Born–Oppenheimer breakdown in Dunham coefficients: an exactly solvable Σ–Π model for CH⁺ and CD⁺

1. General statement

Levels of a ¹Σ state: E(v,J) = Σ Y_lm n^l X^m, with n = v + ½ and X = J(J+1).
Watson (1980), for (l,m) ≠ (0,0):

Y_lm = U_lm μ_C^(−(l+2m)/2) [1 + m_e Δ_lm^A/M_A + m_e Δ_lm^B/M_B + O(m_e²/M²)]
μ_C = M_A M_B/(M − C m_e), M = M_A + M_B

M_A, M_B are masses of the neutral atoms, C is the charge number, U and Δ are isotope-independent. A contact transformation folds the other electronic states into one radial equation; the higher-order WKB (Dunham) expansion of that equation adds a further part. For Y_01 ≈ B_e:

Δ_01^A = Δ_ad^A + (μg)_B/m_p + Δ_D

- Δ_ad^A = 2s_A′(r_e)/(k r_e): an adiabatic term (m_e/M_A)s_A(r) moves the minimum by −(m_e/M_A)s_A′/k, k the force constant, and B_e ∝ r_e⁻².
- (μg)_B: μ = M_A M_B/M times the rotational g-factor, evaluated with the rotation centre on the other nucleus, B.
- Δ_D = μ(Y_01 − B_e)/(m_e B_e) from Dunham's correction, the same for A and B.

2. Why μ_C

With μ from atomic masses the rotational term carries the factor 1 + (m_e/m_p)g, where (m_e/m_p)g = m_e G/(μr²) and

G(z₀) = Σ Z_i(z_i − z₀)² − (2/m_e) Σ_k |⟨k|L_x|0⟩|²/(E_k − E_0),

L_x taken about the centre of mass z₀. Moving z₀ adds a multiple of the electronic momentum P_y to L_x. The Thomas–Reiche–Kuhn sum rule turns the P_y² part into −N z₀² for N electrons. So G is quadratic in z₀ with leading coefficient Z_A + Z_B − N = C. Measured from A, z₀ = ξr with ξ = M_B/M, hence

G/r² = (1 − ξ)G_A + ξG_B − Cξ(1 − ξ), with G_A, G_B = G/r² at nucleus A, B
m_e G/(μr²) = m_e G_B/M_A + m_e G_A/M_B − C m_e/M.

The last term is no sum of 1/M_A and 1/M_B. It is absorbed by 1/μ_C = (1/μ)(1 − C m_e/M). Also G_B = (μg)_B/m_p.

3. Model (A = carbon, B = H or D, C = 1)

(a) The electrons ride rigidly on the fragments C⁺ and H. The moving masses are M_A − m_e and M_B, with reduced mass μ′, and exactly
1/μ′ = (1/μ_C)/(1 − m_e/M_A).
(b) Three electronic states: Σ, Π₊, Π₋, with ⟨Π₊|L₊|Σ⟩ = ⟨Σ|L₊|Π₋⟩ = ηħ, η constant. The Σ–Π matrix element of P is set to zero (one-centre 2pσ→2pπ excitation), so η does not depend on the origin.
(c) With x = r/r_e: Kratzer curve D(1 − 1/x)² for Σ, the same plus a gap T/x² for Π.

Let B = ħ²/(2μ′r_e²). The rotational operator is (B/x²)[J² − J_z² + L_x² + L_y² − J₊L₋ − J₋L₊], in units of ħ². Closure in the three states gives ⟨L_x² + L_y²⟩ = η² for Σ and η²/2 for Π. Each Π± couples to Σ by −Bη√X/x². One parity combination couples with √2 times this, the other not at all. Two channels remain:

H = −B d²/dx² + D − 2D/x + W/x²
W_ΣΣ = D + B(X + η²)
W_ΠΠ = W_ΣΣ + δ, δ = T − B(1 + η²/2)
W_ΣΠ = −Bη√(2X)

4. Exact solution

W does not depend on x. The rotation that diagonalises it, tan 2θ = 2Bη√(2X)/δ, commutes with d²/dx². This is the contact transformation, here exact; in general θ depends on r and the series is truncated. Lower eigenvalue:

w = D + B(X + η²) + δ/2 − √(δ²/4 + 2η²B²X).

The remaining equation is hydrogen-like with λ(λ+1) = w/B, so E − D = −D²/[B(v + λ + 1)²]:

E = D − D²/[√B n + √(w + B/4)]².

Differentiation at n = 0, X = 0 gives closed forms, with κ = (η² + ¼)B/D:

Y_01 = B(1 − 2η²B/δ)/(1 + κ)²
Y_10 = 2√(DB) (1 + κ)^(−3/2)

5. Watson form for all l, m

Expand: w + B/4 = D + y, y = BX(1 − 2η²B/T) + B(η² + ¼) + … . The X^k term of the root goes as B^(2k), that is B^k relative to (BX)^k, so only k = 1 counts at first order. Then E = f(s,y) = D − D²/[s + √(D + y)]², s = √B n.

- Leading order: the coefficient f_lm of s^l y^m gives Y_lm = f_lm B^((l+2m)/2), the mass scaling.
- The s^l term of f depends on y as (D + y)^(−(l+2)/2). A shift of y by B(η² + ¼) multiplies f_lm by 1 − (l/2 + m + 1)κ.
- The factor on X gives 1 − 2mη²B/T.
- From (a), B^((l+2m)/2) carries 1 + (l/2 + m)m_e/M_A.

With ε = ħ²/(2m_e r_e²), B/ε = m_e/M_A + m_e/M_B at first order, so

Δ_lm^B = −2mη²ε/T − (l/2 + m + 1)(η² + ¼)ε/D
Δ_lm^A = Δ_lm^B + l/2 + m.

No nuclear mass appears. U_01 = ħ²/(2r_e²), U_10 = 2√(D U_01). Since f_00 = 0, Y_00 = Dκ/(1 + κ) has no leading term and lies outside the formula.

6. The three parts of Δ_01, against section 1

- Adiabatic: s_A = s_B = η²ε/x², k = 2D/r_e², so 2s′/(k r_e) = −2η²ε/D.
- g-factor: unit charge on A and Σ_k|⟨k|L_x|0⟩|² = η²ħ²/2 over the gap T/x² give G/r² = ξ² − 2η²ε/T. Thus G_A = −2η²ε/T enters Δ^B, and G_B = 1 − 2η²ε/T enters Δ^A.
- Dunham (1932): (Y_01 − B_e)/B_e = (B_e²/2ω_e²)[15 + 14a₁ − 9a₂ + 15a₃ − 23a₁a₂ + (21/2)(a₁² + a₁³)], for V = a₀ρ²(1 + a₁ρ + a₂ρ² + a₃ρ³ + …), ρ = x − 1. Kratzer: a₀ = D, a₁ = −2, a₂ = 3, a₃ = −4, bracket −4, ω_e² = 4DB_e. Result −B_e/(2D), so Δ_D = −ε/(2D). This is the B/4 under the root.

The three parts add up to Δ_01 of section 5, for A and for B.

7. Numbers

Assumed inputs: r_e = 1.131 Å; T = 3.0 eV; D = 18 eV; η² = 3.5; atomic masses ¹²C 12, ¹³C 13.00335484, H 1.00782503, D 2.01410178 u. D was chosen to give a typical CH⁺ ω_e of about 0.35 eV, and η² to give a g-factor near the typical −7.6. Long digit strings serve only to compare the exact model with its expansion.

m_e = 5.4858×10⁻⁴ u, ε = 2.9785 eV, U_01 = 1.63395 meV u, U_10 = 0.34299 eV u^½.

Parts of Δ_01^H: g-factor −6.950, adiabatic −1.158, Dunham −0.083.

lm | Δ^C | Δ^H
01 | −7.191 | −8.191
10 | −0.431 | −0.931
02 | −13.761 | −15.761

Define ρ_lm = Y_lm μ_C^((l+2m)/2)/U_lm − 1.

quantity | ¹²CH⁺ | ¹²CD⁺
μ_C (u) | 0.9297796 | 1.7247033
U_01/μ_C (meV) | 1.75735 | 0.94738
Y_01 exact (meV) | 1.74893 | 0.94495
ρ_01 exact (10⁻³) | −4.7906 | −2.5607
ρ_01 Watson (10⁻³) | −4.7872 | −2.5597
exact − Watson (10⁻⁶) | −3.4 | −1.1
Y_10 exact (eV) | 0.35552 | 0.26110
ρ_10 exact (10⁻⁴) | −5.261 | −2.731
ρ_10 Watson (10⁻⁴) | −5.263 | −2.732
m_e/M (10⁻⁵) | 4.22 | 3.91
g = (m_p/μ)(ξ² − 2η²ε/T) | −7.5 | −4.0
J = 1←0, v = 0 (meV) | 3.4459 | 1.8693
same, in K | 39.99 | 21.69

Reading:
- One set of Δ gives both ions. The remainder is the O(m_e²/M²) term and falls roughly as μ⁻².
- The mixing with the low Π state (the g-factor part, with the gap T) supplies most of Δ_01. It is absent from Y_10, since W_ΣΠ vanishes at X = 0. The Σ–Π matrix element η still enters Y_10 through the adiabatic term B⟨L_x² + L_y²⟩ = Bη² in κ: it gives −(3/2)η²ε/D = −0.869 of Δ_10^H = −0.931, and the B/4 under the root gives the other −0.062.
- μ → μ_C lowers U_01/μ by the fraction m_e/M. In the ratio Y_01(CH⁺)/Y_01(CD⁺) only the difference survives, 3.0×10⁻⁶. The neglected second-order terms change that ratio by 2.4×10⁻⁶ in magnitude. The H/D pair alone cannot tell μ_C from μ, and a fitted Δ^H would absorb the change.
- A second carbon isotope can. The first-order bracket is additive in 1/M_A and 1/M_B, so the combination ρ_01(¹²CH⁺) − ρ_01(¹²CD⁺) − ρ_01(¹³CH⁺) + ρ_01(¹³CD⁺) vanishes at first order. The exact model gives −2.6×10⁻⁸ with μ_C, a remainder of second order, and −4.2×10⁻⁷ when μ replaces μ_C in the definition of ρ.

8. Limits

All numbers are the model's, not the ion's. A Kratzer curve has one energy parameter: with the curvature chosen as above, its depth of 18 eV exceeds the typical CH⁺ well depth, about 4 eV, more than fourfold, so only low v is represented. A real ion has adiabatic terms that differ for the two nuclei, r-dependent η and charge sharing, and coupling to excited Σ states in the vibrational kinetic energy. These change the values of Δ. Δ_10, which has no g-factor part and for H rests mostly on the adiabatic η² term, is the most exposed. They do not change the mass dependence.